# Solution key: King–Altman rule for an electrode that branches to CO and formate

## Problem

An electrode carries one kind of site. A site holds at most one adsorbate and sites do not interact. It takes four forms: $0$ (empty, $*$), $A$ ($*$COOH), $B$ ($*$CO) and $C$ ($*$OCHO). Five reversible steps join them:

1. $* + \mathrm{CO_2} + \mathrm{H^+} + e^- \rightleftharpoons {*}\mathrm{COOH}$
2. ${*}\mathrm{COOH} + \mathrm{H^+} + e^- \rightleftharpoons {*}\mathrm{CO} + \mathrm{H_2O}$
3. ${*}\mathrm{CO} \rightleftharpoons * + \mathrm{CO}$
4. $* + \mathrm{CO_2} + \mathrm{H^+} + e^- \rightleftharpoons {*}\mathrm{OCHO}$
5. ${*}\mathrm{OCHO} + e^- \rightleftharpoons * + \mathrm{HCOO^-}$

The pH and all activities at the surface are fixed and absorbed into the free energies, so every step has pseudo-first-order coefficients $k_r$ (as written) and $k_{-r}$ (reverse), each of the form $(k_BT/h)\exp(-G^\ddagger/k_BT)$. With $U$ the potential against the reversible hydrogen electrode, a step that takes up an electron has $\Delta G=\Delta G(0)+eU$ and $G^\ddagger_+=G^\ddagger_+(0)+\tfrac12 eU$, where $\tfrac12$ is a typical symmetry factor. Step 3 does not depend on $U$. For every step $G^\ddagger_-=G^\ddagger_+-\Delta G$. The energies at $U=0$ are illustrative inputs that describe no particular material. Hydrogen evolution and mass transport are outside the model. Take $T=300$ K, $U=-0.60$ V and a site density $\Gamma=10\ \mathrm{nm^{-2}}$, a typical order for a metal surface.

Find the steady fractions $\theta_i$, the turnover frequencies to CO and formate, the Faradaic efficiencies and the current densities.

## Common data

$k_BT=0.025852$ eV and $k_BT/h=6.251\times10^{12}\ \mathrm{s^{-1}}$. Energies are in eV, coefficients in $\mathrm{s^{-1}}$.

| step | $\Delta G(0)$ | $G^\ddagger_+(0)$ | $\Delta G$ | $G^\ddagger_+$ | $G^\ddagger_-$ | $k_r$ | $k_{-r}$ |
|---|---|---|---|---|---|---|---|
| 1 | 0.70 | 0.95 | 0.10 | 0.65 | 0.55 | 75.24 | $3.600\times10^{3}$ |
| 2 | −0.40 | 0.80 | −1.00 | 0.50 | 1.50 | $2.491\times10^{4}$ | $3.954\times10^{-13}$ |
| 3 | −0.10 | 0.60 | −0.10 | 0.60 | 0.70 | 520.5 | 10.88 |
| 4 | 0.30 | 1.00 | −0.30 | 0.70 | 1.00 | 10.88 | $9.924\times10^{-5}$ |
| 5 | −0.20 | 1.05 | −0.80 | 0.75 | 1.55 | 1.572 | $5.716\times10^{-14}$ |

All later numbers come from the unrounded coefficients. Their four figures are the arithmetic of the model: a shift of 0.05 eV in one barrier changes a coefficient by a factor 6.92.

The forms are the nodes of a graph and the steps its edges. Steps 1, 2, 3 make the triangle $0\to A\to B\to 0$, the CO cycle. Steps 4 and 5 are two parallel edges between $0$ and $C$, the formate cycle. The total coefficients on that link are

$$u=k_4+k_{-5}=10.88\ \ (0\to C),\qquad v=k_{-4}+k_5=1.572\ \ (C\to 0).$$

A spanning tree omits one side of the triangle and one of the parallel edges, so there are six, and every tree sum factorises into a triangle sum of three terms times $u$ or $v$. The products around the cycles are

$$\Pi^+_{\rm CO}=k_1k_2k_3=9.753\times10^{8},\qquad \Pi^-_{\rm CO}=k_{-1}k_{-2}k_{-3}=1.548\times10^{-8}\ \mathrm{s^{-3}},$$
$$\Pi^+_{\rm F}=k_4k_5=17.10,\qquad \Pi^-_{\rm F}=k_{-4}k_{-5}=5.673\times10^{-18}\ \mathrm{s^{-2}}.$$

They obey $\Pi^+/\Pi^-=\exp(\mathcal A/k_BT)$ with affinities $\mathcal A=-\sum\Delta G$ of 1.00 eV for CO and 1.10 eV for formate. The cycles would stall at $-0.10$ V and $-0.05$ V; the first was chosen near the typical, approximate $\mathrm{CO_2}$/CO equilibrium potential.

## Attempt (wrong: every primed result is false)

**W1.** The steady fraction of form $i$ is a sum over spanning trees rooted at $i$, divided by the total of such sums.

**W2.** "The root is the form from which the others are reached, so in a tree rooted at $i$ every edge points away from $i$, and each edge carries the coefficient of that direction."

**W3.** On the triangle this gives

$$s_0=k_1k_{-3}+k_1k_2+k_{-3}k_{-2}=1.875\times10^{6},$$
$$s_A=k_{-1}k_2+k_{-1}k_{-3}+k_2k_3=1.027\times10^{8},$$
$$s_B=k_3k_{-2}+k_3k_1+k_{-2}k_{-1}=3.916\times10^{4}\ \mathrm{s^{-2}}.$$

For roots $0$, $A$, $B$ the link runs $0\to C$; for root $C$ it runs $C\to0$ and the triangle continues outward from $0$:

$$T'_0=us_0=2.039\times10^{7},\qquad T'_A=us_A=1.117\times10^{9},$$
$$T'_B=us_B=4.259\times10^{5},\qquad T'_C=vs_0=2.948\times10^{6},$$

with total $\Sigma'=1.140\times10^{9}\ \mathrm{s^{-3}}$.

**W4.** $\theta'_0=0.01788$, $\theta'_A=0.9792$, $\theta'_B=3.734\times10^{-4}$, $\theta'_C=2.585\times10^{-3}$.

**W5.** With the forests likewise grown outward from each cycle, the CO cycle carries the factor $u$ and the formate cycle the factor $s_0$:

$$J'_{\rm CO}=\frac{(\Pi^+_{\rm CO}-\Pi^-_{\rm CO})\,u}{\Sigma'}=9.301\ \mathrm{s^{-1}},\qquad J'_{\rm F}=\frac{(\Pi^+_{\rm F}-\Pi^-_{\rm F})\,s_0}{\Sigma'}=0.02811\ \mathrm{s^{-1}}.$$

The attempt concludes, falsely, that the surface is covered by $*$COOH, that CO outruns formate by a factor 330.9, and that the Faradaic efficiencies are 99.70 % and 0.301 %.

## Symptom

The wrong fractions are positive, add to one and have the right dimension, and both fluxes have the sign of their affinity. None of these properties depends on the direction of the edges. The test that does depend on it is the steady state itself. The net rate of a step from $p$ to $q$ is $r=k_r\theta_p-k_{-r}\theta_q$, and constant coverages need $r_1=r_2=r_3$ and $r_4=r_5$. Inserting W4 gives, in $\mathrm{s^{-1}}$,

$$r'_1=-3524,\quad r'_2=2.439\times10^{4},\quad r'_3=-8.49\times10^{-5},\quad r'_4=0.1944,\quad r'_5=0.004063 .$$

Three steps in series have three different rates of two signs, and none equals the $J'_{\rm CO}$ of W5. The supposed steady state has $d\theta_A/dt=r'_1-r'_2=-2.791\times10^{4}\ \mathrm{s^{-1}}$.

Two shorter arguments give the same verdict. The balance on $A$ reads $(k_{-1}+k_2)\theta_A=k_1\theta_0+k_{-2}\theta_B$. Since $k_{-2}<k_1$ and $\theta_0+\theta_B\le1$, the right side is at most $k_1$, so

$$\theta_A\le\frac{k_1}{k_{-1}+k_2}=2.64\times10^{-3},$$

and W4 exceeds this bound 371-fold. The balance on $C$, which is joined to $0$ alone, reads $u\theta_0=v\theta_C$, so $\theta_C/\theta_0=u/v=6.917$ exactly. W3 gives the reciprocal, $T'_C/T'_0=v/u=0.1446$.

## The faulty line

The fault is W2. W1 is sound, and W3 to W5 carry out W2 without arithmetic fault. The direction of the edges is fixed by the rate equations, as the derivation shows.

**Rate matrix.** Write $d\boldsymbol\theta/dt=-L\boldsymbol\theta$. For $i\ne j$, $L_{ij}$ is minus the total coefficient for $j\to i$, and $L_{jj}$ is the sum of the coefficients of all edges that leave $j$. In the order $0,A,B,C$,

$$L=\begin{pmatrix}k_1+k_{-3}+u&-k_{-1}&-k_3&-v\\-k_1&k_{-1}+k_2&-k_{-2}&0\\-k_{-3}&-k_2&k_3+k_{-2}&0\\-u&0&0&v\end{pmatrix}.$$

Every column sums to zero, which is conservation of sites, so $\mathbf 1^{\mathsf T}L=0$ and $\det L=0$.

**Matrix-tree step.** Let $L^{(i)}$ be $L$ without row and column $i$, and let $\mathbf e_j$ be unit vectors with $\mathbf e_i\equiv0$. Column $j$ of $L^{(i)}$ is a sum over the edges $a$ that leave $j$,

$$\mathrm{col}_j=\sum_{a:\,j\to h(a)}k_a\,(\mathbf e_j-\mathbf e_{h(a)}),$$

where $h(a)$ is the node at which $a$ ends. The determinant is linear in each column, so it expands over all ways of choosing one outgoing edge for each node $j\ne i$. Each choice contributes the product of its coefficients times $\det[\mathbf e_j-\mathbf e_{h}]$. If the chosen edges contain a closed loop, the columns of the nodes on the loop add to zero and the term vanishes. If they contain none, the path of chosen edges from any node can only end at $i$, the one node without a chosen exit, and the choice is a spanning tree directed toward $i$. Numbering the nodes by their distance from $i$ along the tree makes the matrix triangular with unit diagonal, so its determinant is 1. Hence

$$\det L^{(i)}=T_i=\sum_{\text{trees directed to }i}\ \prod_{a\in\text{tree}}k_a .$$

This is the directed matrix-tree theorem of Tutte.

**Steady state.** If every form can be reached from every other, each $T_i$ is positive and $L$ has rank $N-1$ for $N$ forms. The adjugate obeys $\mathrm{adj}(L)\,L=0$ and $L\,\mathrm{adj}(L)=0$. By the first relation each of its rows is a multiple of $\mathbf 1^{\mathsf T}$, so $\mathrm{adj}(L)=\mathbf w\mathbf 1^{\mathsf T}$ with $w_i=\mathrm{adj}(L)_{ii}=T_i$. By the second, $L\mathbf w=0$. Normalising gives the rule of King and Altman (1956):

$$\theta_i=\frac{T_i}{\Sigma},\qquad \Sigma=\sum_jT_j .$$

No coefficient for leaving $i$ appears in $T_i$, and every other node contributes one exit. A form is abundant when the routes into it are fast.

**What W2 computes.** A tree directed away from $i$ is a tree directed toward $i$ in the network in which the forward and reverse coefficients of every step are exchanged. The $T'_i$ are therefore the principal minors of a matrix whose diagonal holds the coefficients entering each node, and $\boldsymbol\theta'$ is the steady state of that exchanged network, a different catalyst. At full equilibrium, where $k_r\theta_p=k_{-r}\theta_q$ on every edge, the exchange gives $\theta'_p/\theta'_q=\theta_q/\theta_p$: the Boltzmann weights are inverted and the least stable form becomes the most abundant.

**Cycle fluxes.** For a step $a$ from $p$ to $q$, $r_a\Sigma=k_aT_p-k_{-a}T_q$. Adding $a$ to a tree directed to $p$ gives a graph in which every node has one exit and which has one loop, passing through $a$. Removing $a$ undoes this, so $k_aT_p$ is the sum over all such graphs, and $k_{-a}T_q$ is the same sum for the reversed edge. Graphs whose loop consists of $a$ and its own reverse occur in both sums and cancel. Each remaining graph is a cycle $\kappa$ through step $a$, run in one of its two senses, with a forest that leads all other nodes into the cycle. The forest weight $\Phi_\kappa$ does not depend on the sense, so

$$r_a=\sum_{\kappa\ni a}\pm J_\kappa,\qquad J_\kappa=\frac{(\Pi^+_\kappa-\Pi^-_\kappa)\,\Phi_\kappa}{\Sigma},$$

with the plus sign where $a$ lies along the positive sense of $\kappa$. This is Hill's cycle flux. The forests point into the cycle because the trees point into the root, so W5 inherits the fault of W2. Here each step lies on one cycle only, and $J_{\rm CO}$ and $J_{\rm F}$ are the turnover frequencies.

## Mended calculation

The triangle sums directed toward the root are

$$t_0=k_{-1}k_3+k_{-1}k_{-2}+k_2k_3=1.484\times10^{7},$$
$$t_A=k_1k_{-2}+k_1k_3+k_{-3}k_{-2}=3.916\times10^{4},$$
$$t_B=k_2k_{-3}+k_1k_2+k_{-1}k_{-3}=2.184\times10^{6}\ \mathrm{s^{-2}}.$$

For roots $0$, $A$, $B$ the link runs $C\to0$. For root $C$ the triangle drains to $0$ and the link runs $0\to C$:

$$T_0=vt_0=2.333\times10^{7},\qquad T_A=vt_A=6.157\times10^{4},$$
$$T_B=vt_B=3.434\times10^{6},\qquad T_C=ut_0=1.614\times10^{8},$$

with $\Sigma=1.882\times10^{8}\ \mathrm{s^{-3}}$. The fractions are

$$\theta_0=0.1240,\quad\theta_A=3.272\times10^{-4},\quad\theta_B=0.01825,\quad\theta_C=0.8575 .$$

The CO cycle leaves out node $C$, which feeds it with $\Phi_{\rm CO}=v$. The formate cycle leaves out $A$ and $B$, which can enter it only at $0$, so $\Phi_{\rm F}=t_0$:

$$J_{\rm CO}=\frac{(\Pi^+_{\rm CO}-\Pi^-_{\rm CO})\,v}{\Sigma}=8.148\ \mathrm{s^{-1}},\qquad J_{\rm F}=\frac{(\Pi^+_{\rm F}-\Pi^-_{\rm F})\,t_0}{\Sigma}=1.348\ \mathrm{s^{-1}}.$$

The balances now close. In $\mathrm{s^{-1}}$, $r_1=9.3263-1.1779=8.1484$, $r_2=8.1484$, $r_3=9.4966-1.3482=8.1484$, and $r_4=r_5=1.3481$. The fraction $\theta_A$ lies below its bound and $\theta_C/\theta_0=u/v$.

The selectivity is $S=J_{\rm CO}/J_{\rm F}=6.044$. It can be read at the empty site. Dropping only $k_{-2}$ and $k_{-5}$, whose terms are negligible (for example $k_{-1}k_{-2}=1.42\times10^{-9}\ \mathrm{s^{-2}}$ in $t_0$), each flux is $\theta_0$ times an entry coefficient multiplied by the probability of going on: $k_1k_2/(k_{-1}+k_2)=65.73\ \mathrm{s^{-1}}$ for CO and $k_4k_5/v=10.88\ \mathrm{s^{-1}}$ for formate, in the ratio 6.04. Both products take two electrons, so the Faradaic efficiencies are $S/(1+S)=85.80$ % and $1/(1+S)=14.20$ %. The magnitude of each cathodic current density is $j=2e\Gamma J$, which is $0.3204\ \mathrm{mA\,cm^{-2}}$ for $J=1\ \mathrm{s^{-1}}$.

## Size of the error

| quantity | wrong | mended | error |
|---|---|---|---|
| $\theta_0$ | 0.01788 | 0.1240 | low, factor 6.93 |
| $\theta_A$ | 0.9792 | $3.272\times10^{-4}$ | high, factor $2.99\times10^{3}$ |
| $\theta_B$ | $3.734\times10^{-4}$ | 0.01825 | low, factor 48.9 |
| $\theta_C$ | $2.585\times10^{-3}$ | 0.8575 | low, factor 332 |
| $j_{\rm CO}$ / mA cm$^{-2}$ | 2.980 | 2.611 | +14.1 % |
| $j_{\rm F}$ / mA cm$^{-2}$ | 0.009007 | 0.4320 | low, factor 47.96 |
| total $j$ / mA cm$^{-2}$ | 2.989 | 3.043 | −1.8 % |
| $S$ | 330.9 | 6.044 | high, factor 54.7 |
| formate efficiency / % | 0.301 | 14.20 | low by 13.9 points |

The factors $\Pi^+-\Pi^-$ cancel in the ratios of wrong to right flux. With $\Sigma'/\Sigma=6.060$ and $t_0/s_0=7.914$,

$$\frac{J'_{\rm CO}}{J_{\rm CO}}=\frac uv\,\frac{\Sigma}{\Sigma'}=1.141,\qquad\frac{J_{\rm F}}{J'_{\rm F}}=\frac{t_0}{s_0}\,\frac{\Sigma'}{\Sigma}=47.96,\qquad\frac{S'}{S}=\frac uv\,\frac{t_0}{s_0}=54.7 .$$

The small error in the CO flux and in the total current is an accidental near-cancellation of $u/v$ against $\Sigma'/\Sigma$. Lowering both barriers of step 5 by 0.05 eV removes it. The blocking $*$OCHO then leaves faster and the model's CO turnover rises to $30.58\ \mathrm{s^{-1}}$, while the outward trees give a fall to $9.161\ \mathrm{s^{-1}}$, low by a factor 3.34 and with the wrong trend.

## Marking notes

A plausible turnover frequency earns no credit by itself. On the isolated triangle the two totals differ by

$$\sum t-\sum s=k_{-1}k_3+k_1k_{-2}+k_2k_{-3}-k_1k_{-3}-k_{-1}k_2-k_3k_{-2},$$

which vanishes when all reverse coefficients vanish. A candidate who tests W2 on the flux of one irreversible loop therefore finds no fault, although the coverages are then assigned to the wrong forms. Credit goes to trees with one exit from every node but the root, to forests directed into the cycle, and to a check of at least one node balance. The model's answer at $-0.60$ V and 300 K is a site held mostly as $*$OCHO ($\theta_C=0.8575$) that turns over at $8.148\ \mathrm{s^{-1}}$ to CO and $1.348\ \mathrm{s^{-1}}$ to formate.